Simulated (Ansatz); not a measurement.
## Redistribution: C2H2Br2 + C2H4F2 → C2H3Br + C2H3BrF2

Species: C2H2Br2 `Br/C=C\Br`, singlet; C2H4F2 (1,2-difluoroethane) `FCCF`, singlet; C2H3Br (vinyl bromide) `C=CBr`, singlet; C2H3BrF2 `FCC(F)Br`, singlet. The partners trade Br for H; both sit on C, so the bond types are kept.

Shapes, held fixed at every level: PBE0-D4/def2-TZVP. Flexible molecules stand in one conformer, not always the lowest. Programs: Ansatz 0.2.0. Electronic energies: no zero-point or thermal term.

```
               level                    kind  ΔE (kJ/mol)  less CCSD(T)/def2-TZVPP
       HF/def2-TZVPP            Hartree–Fock         -6.4                     -4.8
r2SCAN-D4/def2-TZVPP                meta-GGA         -3.3                     -1.7
  PBE0-D4/def2-TZVPP           global hybrid         +0.7                     +2.3
  wB97M-V/def2-TZVPP  range-separated hybrid         -3.5                     -1.9
  wB97X-V/def2-TZVPP  range-separated hybrid         -2.3                     -0.7
   B2PLYP/def2-TZVPP           double hybrid         -0.4                     +1.2
      MP2/def2-TZVPP     perturbation theory         +3.6                     +5.2
  CCSD(T)/def2-TZVPP   coupled cluster or CI         -1.6                      0.0
```

The highest level, CCSD(T)/def2-TZVPP, gives ΔE = -1.6 kJ/mol; the levels span -6.4 to +3.6. That is about zero within the method's error. They disagree on the sign: 2 of 8 are positive. The column of differences is taken from that level and isn't an error. No measured value is set beside it here. Relativity is left out for Br unless named. Correlated rows may include outer-core shells of Br, which these sets cover unevenly.

The exchange is close to thermoneutral, and the calculation supports neither side as clearly favoured. This is what near-cancellation of bond energies would give: one C–Br and one C–H bond are exchanged between an alkene and an alkane carbon, leaving only differences in hybridisation and substituent interactions. Moving bromine off the alkene gives up some lone-pair conjugation with the π bond but relieves the crowding of the two cis bromines. In the alkane, bromine joins a carbon that already bears fluorine, where geminal lone-pair donation into the C–halogen antibonding orbitals can offer modest stabilisation.

Hartree–Fock gives the most negative value and MP2 the most positive, with CCSD(T) between them at -1.6 kJ/mol. Correlation thus favours the reactants on balance, and MP2 overshoots that shift. Part of it probably comes from dispersion between the neighbouring cis bromines, which is lost on exchange. The total energy can't separate this contribution from changes in conjugation or geminal stabilisation; a matching reaction of the trans isomer would help isolate the cis contact.
